## Why does the (T) share ignore the gap in these tin compounds?

**Question**

I am comparing correlation energies for six small tin compounds:

Ansatz 0.2.0, gas phase: frozen-core MP2, CCSD and CCSD(T) correlation energies and PBE-D4 HOMO–LUMO gaps of six small tin compounds, all in def2-TZVPP at PBE0-D4/def2-TZVP geometries. Tin carries a def2 core potential, and its 4d electrons are correlated.

| SMILES | formula | heavy atoms | bonds H-N | bonds Sn-H | bonds H-C | point group | correlated electrons | MP2 correlation (eV) | same-spin share of MP2 | CCSD less MP2 (eV) | (T) (eV) | (T) over CCSD correlation (%) | PBE gap (eV) |
| --- | --- | --- | --- | --- | --- | --- | --- | --- | --- | --- | --- | --- | --- |
| N[C](=O)[SnH3] | CH5NOSn | 4 | 2 | 3 | 0 | Cs | 34 | -25.45 | 0.275 | -0.42 | -1.002 | 3.87 | 4.46 |
| [CH3][SnH]([NH2])[OH] | CH7NOSn | 4 | 2 | 1 | 3 | C1 | 36 | -26.59 | 0.269 | -0.54 | -0.950 | 3.50 | 5.07 |
| [NH2][SnH]([OH])[CH]=O | CH5NO2Sn | 5 | 2 | 1 | 1 | C1 | 40 | -31.92 | 0.273 | -0.29 | -1.249 | 3.88 | 2.74 |
| CO[C](=N)[SnH3] | C2H7NOSn | 5 | 1 | 3 | 3 | Cs | 40 | -30.15 | 0.265 | -0.76 | -1.216 | 3.93 | 5.29 |
| C[O][SnH2][CH]=N | C2H7NOSn | 5 | 1 | 2 | 4 | Cs | 40 | -30.16 | 0.264 | -0.77 | -1.202 | 3.89 | 3.75 |
| N=C(O)[CH2][SnH3] | C2H7NOSn | 5 | 1 | 3 | 2 | C1 | 40 | -30.23 | 0.268 | -0.71 | -1.196 | 3.87 | 5.27 |

I had two expectations. A small gap should make excitations cheap, so the connected triples, (T), should matter most where the PBE gap is smallest. MP2, which has energy differences in its denominators, should overshoot in the same places. Instead, (T) is nearly the same fraction of the CCSD correlation in five rows and clearly lower in `[CH3][SnH]([NH2])[OH]`, whose gap is nothing special. That compound even has a smaller (T) than the amide `N[C](=O)[SnH3]`, which has fewer correlated electrons. What decides the size of (T) here, and does MP2 overshoot anywhere?

**Answer**

Look at the bonds before the gap. The row that stands out is the only one without a C=O or C=N bond; each of the others has exactly one. Its (T) is 3.50% of the CCSD correlation, against 3.87 to 3.93% in the rest.

A π bond matters because of where its empty partner lies. The antibonding π* orbital occupies the same small region as the π pair, so the two electrons can avoid each other by being excited into it together. That changes the charge distribution right beside the σ bond and the lone pairs on oxygen or nitrogen, and a third electron readjusts. Such a joint response of three electrons is a connected triple. A saturated compound has to use σ* orbitals and others that are mostly higher in energy or more diffuse, and these serve this purpose less well.

That is the standard theoretical argument, and the calculations fit it. The largest occupation that correlation gives to any orbital empty in the Hartree–Fock determinant is 0.048 in the saturated compound and 0.064 to 0.070 in the other five. These numbers don't identify the orbital as π*, but they do show stronger excitation into a single orbital wherever there is a π bond.

**Following one substitution**

The clearest comparison keeps the tin centre with its H, NH₂ and OH, and replaces CH₃ by CHO. This leads from the saturated compound to `[NH2][SnH]([OH])[CH]=O`. If triples simply grew in step with the rest of the correlation, the saturated compound's ratio of (T) to CCSD correlation would carry over:

- ratio in the saturated compound: 0.950 / 27.13 = 0.0350
- estimate for the aldehyde: 0.0350 × 32.21 eV = 1.13 eV
- computed (T), in magnitude: 1.25 eV

The estimate is about 0.12 eV too small. The same rule falls short by 0.10 to 0.13 eV in all five π-bonded rows, roughly a tenth of their (T). It is exact for the saturated compound by construction, and since that is the only row of its kind, the size of the excess rests on a single reference.

The substitution also brings in an oxygen atom, which could be responsible instead. The amide helps to separate the two effects, because it contains the same heavy atoms as the saturated compound and only two hydrogens fewer. It has two fewer correlated electrons and less CCSD correlation, yet its (T) is larger by 0.05 eV. An extra oxygen can't explain that, although oxygen and nitrogen have also moved from tin to carbon, so the comparison is not perfectly clean.

**Why the gap misleads**

Compare the aldehyde with the imidic acid `N=C(O)[CH2][SnH3]`. Their PBE gaps are 2.74 and 5.27 eV, but their (T) shares agree to within 0.01 percentage points. Most of the gap difference comes from the lowest empty level, which lies about 2 eV deeper in the aldehyde. Two familiar effects should contribute. Oxygen is more electronegative than nitrogen, so the π* orbital of a C=O bond lies lower than that of a comparable C=N bond. The imidic acid also has an OH group on its C=N carbon, which donates electrons and pushes π* up, whereas the C=O carbon of the aldehyde carries only hydrogen and tin. `C[O][SnH2][CH]=N`, with the second-smallest gap, also lacks such a donor on its C=N carbon.

The (T) correction never uses that PBE gap. It is built on Hartree–Fock levels, for which the gaps of the aldehyde and the imidic acid are 12.3 and 12.8 eV, almost the same. It also sums over a great many excitations, each weighted by how strongly the electrons interact. The exact energy of the π* level should therefore matter less than the presence of such a compact empty orbital close to other electrons.

**Does MP2 overshoot?**

It does so in none of the six rows: CCSD always finds more correlation, and (T) adds to it. MP2 comes closest to CCSD in the aldehyde, where the difference is only 0.29 eV. Yet that is the row with the largest (T), so MP2 still falls 1.54 eV short of CCSD(T). Close agreement between MP2 and CCSD is thus no sign that triples are small.

A likely reason lies in how MP2 treats different pairs, though the runs don't split the CCSD energy by spin and so can't confirm it. It usually recovers too little of the correlation between opposite-spin electrons sharing a bond, and it tends to exaggerate the correlation between electrons of the same spin. Bonds to carbon and hydrogen bring out the first error. Compact oxygen lone pairs and π bonds should give the second more weight, so that the two errors cancel better.

The three C₂H₇NOSn isomers show the effect of composition. They have as many correlated electrons as the aldehyde, but a CH₂ unit's worth of atoms in place of one oxygen. MP2 then falls short of CCSD by 0.71 to 0.77 eV. The same-spin share of MP2 is also lower in them than in the other three rows, as the argument suggests, but share and composition change together here, so this is support rather than a separate test.

**How far to trust the differences**

Tin's filled 4d shell is correlated in every row, with a basis that lacks functions designed for it. The absolute correlation energies are therefore less reliable than comparisons between compounds that each contain one tin atom, where much of this error should cancel. I would trust the step between the saturated compound and the others, but I would not interpret the small differences in (T) among the isomers. The program output below lists the estimate for every row, along with the MP2 shortfalls and the PBE levels.

Printed output of the fit:

```
Triples against the saturated ratio, energies in eV:
                     row  CCSD correlation  estimated triples  actual less estimate  largest empty occupation
          N[C](=O)[SnH3]            -25.87            -0.9059              -0.09612                   0.06527
   [CH3][SnH]([NH2])[OH]            -27.13              -0.95                     0                   0.04778
  [NH2][SnH]([OH])[CH]=O            -32.21             -1.128               -0.1211                   0.06728
         CO[C](=N)[SnH3]            -30.91             -1.082               -0.1336                   0.06824
        C[O][SnH2][CH]=N            -30.93             -1.083               -0.1189                   0.06977
       N=C(O)[CH2][SnH3]            -30.94             -1.083               -0.1126                   0.06376
MP2 shortfall and PBE levels, energies in eV:
                     row  CCSD(T) less MP2  percent of CCSD(T)  PBE HOMO  PBE LUMO
          N[C](=O)[SnH3]            -1.422               5.292    -5.561    -1.101
   [CH3][SnH]([NH2])[OH]             -1.49               5.306    -5.846   -0.7759
  [NH2][SnH]([OH])[CH]=O            -1.539                 4.6    -5.722    -2.982
         CO[C](=N)[SnH3]            -1.976               6.151     -6.22   -0.9301
        C[O][SnH2][CH]=N            -1.972               6.137    -5.739    -1.989
       N=C(O)[CH2][SnH3]            -1.906               5.931    -6.302    -1.032
Amide less saturated row, correlated electrons: -2
Amide less saturated row, triples in eV: -0.052
CH3 replaced by CHO, change of CCSD correlation in eV: -5.08
CH3 replaced by CHO, change of triples in eV: -0.299
CH3 replaced by CHO, triples over CCSD in the added part in percent: 5.886
CH3 replaced by CHO, change of CCSD less MP2 in eV: 0.25
Spread of the triples share among rows with a pi bond in percentage points: 0.06
Step from the saturated row to the lowest share with a pi bond in percentage points: 0.37
Spread of the PBE gap among rows with a pi bond in eV: 2.55
Hartree-Fock gap of the formyl row in eV: 12.3
Hartree-Fock gap of the methoxy row with CH and NH in eV: 11.99
Hartree-Fock gap of the imidic acid row in eV: 12.8
Mean of the three isomers less formyl row, MP2 correlation in eV: 1.74
Mean of the three isomers less formyl row, CCSD less MP2 in eV: -0.4567
Rank correlation of same-spin share with CCSD less MP2: 0.9429
```
